# Estimating the energy of a diffuse excited state by hand

How much energy does it take to lift an electron out of a saturated molecule such as 2,2-difluorobutane, when the electron stays close by instead of leaving? The gap between the highest occupied orbital (HOMO) and the lowest empty one (LUMO) looks like the natural answer. In this CAM-B3LYP calculation that gap is 11.48 eV, yet the first excited singlet lies at 8.73 eV. The difference is mainly the attraction between the lifted electron and the hole it left behind, and a single length is enough to estimate it.

Vertical singlet excitations of 2,2-difluorobutane in the gas phase, computed with PySCF 2.14.0 at the CAM-B3LYP/def2-TZVPD level in the Tamm-Dancoff approximation, with density fitting and core orbitals frozen in the response. The geometry was optimised with PBE0-D3(BJ)/def2-SVP.

| row | singlet state | singlet energy (eV) | singlet exciton size (Å) | singlet orbital overlap lambda | singlet main from | singlet main to |
| --- | --- | --- | --- | --- | --- | --- |
| 1 | 1 | 8.730 | 3.750 | 0.300 | HOMO | LUMO |
| 2 | 2 | 9.240 | 3.390 | 0.310 | HOMO-1 | LUMO |
| 3 | 3 | 9.490 | 3.820 | 0.280 | HOMO | LUMO+1 |
| 4 | 4 | 9.590 | 3.900 | 0.290 | HOMO | LUMO+2 |
| 5 | 5 | 9.860 | 3.730 | 0.260 | HOMO | LUMO+3 |
| 6 | 6 | 9.980 | 3.540 | 0.280 | HOMO-2 | LUMO |

The energies belong to vertical transitions, in which the nuclei stay where they are. The first one corresponds to light of roughly 140 nm, far in the vacuum ultraviolet. The exciton size is the root-mean-square distance between electron and hole. It measures how far apart the two typically are, even when both clouds are centred on nearly the same point.

## What kind of states these are

The molecule has only single bonds and lone pairs, so it offers no low-lying compact empty orbital of the kind found in a double bond. The electron goes into a wide, thin cloud around the molecule instead. The same calculation gives the electron cloud a width of 3.1 to 3.8 Å, about twice that of the hole. States of this kind are called Rydberg-like: a positive molecular core with a loosely held electron around it.

The column of orbital overlap, lambda, could suggest something else. It measures how much the starting and receiving orbitals occupy the same space, and a low value, here near 0.3, can also arise when charge moves from one end of a molecule to the other. Here the centres of hole and electron are less than 1 Å apart in each of the six states. The overlap is low because one cloud is much wider than the other, and the attraction is therefore governed by the spread of the electron more than by any shift of charge.

## The energy balance

Think of the excitation as two steps. First an electron is taken from an occupied orbital and placed in an empty one, as if the two events had nothing to do with each other. The price is the orbital gap, because the energy of an empty orbital describes, roughly, an electron added to the complete neutral molecule. In the excited state, however, the molecule is one electron short. The lifted electron feels the positive hole, and this attraction returns part of the price.

How much is returned depends on distance. A tight electron cloud lies close to the hole and recovers a lot of energy, while a wide one recovers less. For two opposite charges that are mostly well apart, Coulomb's law makes the recovered energy fall as one over the distance. This gives the rule

$$E \approx (\varepsilon_{\text{empty}} - \varepsilon_{\text{filled}}) - \frac{A}{r},$$

where $E$ is the singlet energy, the two $\varepsilon$ are the energies of the orbitals named in the columns "singlet main to" and "singlet main from", $r$ is the exciton size and $A$ is a constant.

For two bare unit charges $A$ would be 14.4 eV Å. That value fails here: it puts the energies too low by 1.15 eV on average. The reason lies in how the functional treats attraction. In this type of calculation a distant electron and hole attract each other only through the exact-exchange part of the functional, and CAM-B3LYP keeps 65 % of exact exchange at long range. The orbital gap and the weakened attraction belong together, so the gap of one functional should not be combined with the attraction of another.

Taking 65 % of the bare constant, with no adjustment, leaves the estimates too high by 0.23 eV on average. One reason for a larger $A$ is simple. The attraction follows the average of $1/r$, which gives extra weight to the moments when the electron is near the hole, whereas the exciton size gives extra weight to the moments when it is far away. The size alone therefore understates the attraction. Two other effects are expected to work the other way: close to the hole the functional keeps a smaller share of exact exchange, and in a singlet the pair also feels a repulsive exchange term. The constant has to stand for the balance of all three.

A least-squares fit of $A$ to rows 1, 2, 3, 4 and 6, the rows for which both orbital energies are known, gives 10.2 eV Å. This is 71 % of the bare value. The constant also absorbs the mixing of several orbital pairs within one state, so it is a working number and not a measurement of the functional's long-range share.

## Two rows worked by hand

The orbital energies come from the ground-state part of the same calculation:

- filled orbitals: HOMO −10.70 eV, HOMO-1 −11.46 eV, HOMO-2 −12.06 eV
- empty orbitals: LUMO 0.78 eV, LUMO+1 1.41 eV, LUMO+2 1.53 eV

Row 2 lifts an electron from HOMO-1 to LUMO, with an exciton size of 3.39 Å. The three steps are

$$\text{gap} = 0.78 + 11.46 = 12.24\ \text{eV},$$

$$\text{attraction} = 10.2/3.39 = 3.01\ \text{eV},$$

$$E \approx 12.24 - 3.01 = 9.23\ \text{eV}.$$

The full calculation gives 9.24 eV.

Row 4 lifts an electron from HOMO to LUMO+2, with an exciton size of 3.90 Å:

$$\text{gap} = 1.53 + 10.70 = 12.23\ \text{eV},$$

$$E \approx 12.23 - 10.2/3.90 = 9.61\ \text{eV}.$$

The full calculation gives 9.59 eV. Both rows took part in the fit of $A$, so they illustrate the rule and do not test it independently.

The pair is instructive because the two gaps are practically equal. Orbital energies alone would put both states at the same place, yet the computed energies differ by 0.35 eV. The lower state is the one with the smaller exciton, and the rule turns the difference in size into nearly 0.4 eV. The two states also start from different filled orbitals, so other interactions may contribute to the contrast, but the attraction gives the right direction and about the right amount.

## Guessing the trend before calculating

The balance tells what happens when the electron comes from a deeper orbital and goes to the same empty one. The gap grows by the full spacing of the two filled orbitals. The excitation energy follows in full only if the exciton keeps its size. If the exciton shrinks, the stronger attraction takes back part of the increase.

Rows 1 and 2 show this. Both lead mainly to the LUMO, and the filled orbitals are about three quarters of an electronvolt apart, yet the excitation energy rises by only $9.24 - 8.73 = 0.51$ eV. The exciton has become smaller by about a third of an ångström. Row 6, which starts from a still deeper orbital, also has a smaller exciton than row 1 and also rises by less than the orbital spacing.

The comparison carries a warning too. Three states with the same main receiving orbital have three different sizes, so the size belongs to the state and cannot be read from the orbital label. Part of the difference comes from the hole, which is narrower in rows 2 and 6 than in row 1 and has its centre nearer to that of the electron. The larger part comes from the electron cloud, which is also narrower in those two rows: the label names only the leading pair, and other empty orbitals mix in and reshape the cloud.

## How accurate the rule is

Over the five fitted rows the typical (root-mean-square) error is 0.03 eV relative to the full calculation, and the largest is 0.05 eV, in row 3. When each row in turn is left out of the fit and then predicted, the typical error is 0.04 eV. In wavelength even the largest error amounts to less than 1 nm. For mental arithmetic $A$ may be rounded to 10 eV Å, which keeps the five estimates within 0.09 eV.

The size earns its place in the formula. If the same 2.8 eV is subtracted from each gap, the typical error rises to 0.14 eV and the largest to 0.22 eV. The simpler version also places row 3 below row 2, because row 3 has the smaller gap. With the size included, the order comes out right.

Row 5 can be used in reverse. Its energy and size, together with the HOMO energy, imply a receiving orbital at $9.86 + 10.2/3.73 - 10.70 = 1.89$ eV. This lies above LUMO+2, as it must for LUMO+3. It is a mild check, since many other values would pass it as well.

## Where the size comes from

The sizes in the table come from the excited-state calculation itself, which also gives the energies. To make an estimate beforehand, with only the orbital energies of a ground-state calculation at hand, one has to guess the size, and a wrong guess has a known price: an error of 0.1 Å shifts the energy by about 0.07 eV. The six sizes span only about half an ångström, so the error stays modest. But one middle value for all states amounts to subtracting the same energy from each gap, and the advantage of the rule is lost.

The table suggests a crude choice: 3.8 Å for an electron from the HOMO and 3.5 Å for one from a deeper orbital. For row 2 this gives $12.24 - 10.2/3.5 = 9.33$ eV, about 0.1 eV above the computed value, and the other fitted rows come out no worse. These two sizes were chosen by looking at the same states, so for another molecule they are a starting guess with an unknown error.

## Where the rule stops

The rule is meant for an electron that spends most of its time outside the hole. In a compact excitation, such as that of a double bond, the two clouds overlap strongly. Short-range interactions then matter as much as the distant attraction, and one over the size is no longer a good measure of them. Even within the table the range of sizes is narrow, and a straight line would follow the points about as well. The form $1/r$ rests on Coulomb's law more than on these five rows.

The basis set sets another limit. The empty orbitals used here have positive energies, which means that an extra electron would not stay bound in them. How high they lie depends on how far the basis functions reach into space. With more diffuse functions these orbitals would sink and spread, each state would become a mixture of many pairs, and the gap of one leading pair would lose its value as a starting point.

Finally, the rule reproduces a calculation for one isolated molecule, not a measured spectrum. A real electron far from the hole feels the full Coulomb attraction and not 65 % of it, so the functional itself can misplace diffuse states. The value of $A$ was fitted to this molecule and this functional, and it has not been tested on others. The higher diffuse states are the most exposed to the limited reach of the basis. Rows 3 and 4 are only 0.10 eV apart, so their order could change with a better basis even though the rule reproduces it here.
